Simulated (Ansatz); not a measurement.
Level of theory: DFT PBE, scalar-relativistic, plane waves, PAW (Ansatz). Settings: cutoff 420 eV, Γ-centred meshes spaced at most about 0.3 Å⁻¹, and about 0.25 Å⁻¹ or finer for metals (2π included), Gaussian smearing. No spin polarisation in the final relaxations.

These are static total energies at zero pressure.

Two relaxed structures of In₄Sb₃As:

A. Space group Cmm2 (No. 35), orthorhombic, a = 6.049 Å, b = 12.297 Å, c = 6.228 Å. In on its first site has 4 In at 3.02–3.12 Å and 2 Sb at 3.08–3.09 Å; In on its second site has 1 As at 2.95 Å, 4 In at 3.03–3.12 Å and 1 Sb at 3.20 Å; Sb on its first site is surrounded by 1 Sb at 2.87 Å, 2 As at 3.03 Å, 2 In at 3.20 Å and 1 Sb at 3.36 Å; Sb on its second site has 1 Sb at 2.87 Å, 2 Sb at 3.05 Å, 2 In at 3.09 Å and 1 Sb at 3.36 Å; As is surrounded by 1 Sb at 2.68 Å, 2 In at 2.95 Å and 2 Sb at 3.03 Å; 1 more site not described.

B. Space group P-4m2 (No. 115), tetragonal, a = 4.617 Å, c = 13.030 Å. Around In on its first site lie 4 Sb at 2.85–2.86 Å; In on its second site is surrounded by 2 As at 2.74 Å and 2 Sb at 2.86 Å; Sb on a site of symmetry -4m2 is surrounded by 4 In at 2.86 Å; Sb on a site of symmetry 2mm has 4 In at 2.85–2.86 Å; As is surrounded by 4 In at 2.74 Å.

**Question.** Which would you expect to be lower, and how large is the difference?

**Answer.** B is lower, by 193 meV/atom. A has space group Cmm2 (No. 35), 29.0 Å³/atom and no gap on its mesh; B has Sb and As ordered on zinc blende sites, space group P-4m2 (No. 115), 34.7 Å³/atom and no gap. Counting As or Sb atoms around In (for each partner element, those within 1.25 times its shortest distance or 1.15 times the sum of covalent radii, where it is the nearest in units of that sum or under 1.3), A has In 2 and B has In 4. A holds Sb–Sb chains (shortest 2.87 Å); in B the shortest Sb–Sb distance is 4.62 Å. The lower one is the more open, so pressure narrows the difference. Both come from invented guesses.

These runs have no spin–orbit coupling, which can matter for Sb. The zero gap of P-4m2 may come from the functional, which often closes small gaps. Cells relaxed within their symmetry can be saddle points.

The large preference for B reflects how well the zinc blende network suits a III–V compound. Every In bonds only to As or Sb, and the octet electron count fills the bonding sp³ states while leaving the antibonding ones essentially empty. A packs more densely but gives up much of this heteropolar bonding for In–In and pnictogen–pnictogen contacts. Its In–As and In–Sb distances are also clearly longer than in B, so the denser packing doesn't make up for the loss.

Within B, the In–As bonds stay shorter than the In–Sb bonds, at 2.74 Å against 2.85–2.86 Å. The lattice thus takes up the size mismatch through local relaxation, at a modest cost in strain.

InAs–InSb alloys are known as narrow-gap semiconductors, so B's missing gap probably reflects an In s-like conduction edge placed too low against the pnictogen p states, not metallic bonding. The comparison favours B over A, but it doesn't show that this ordered arrangement is stable against separation into InAs and InSb.
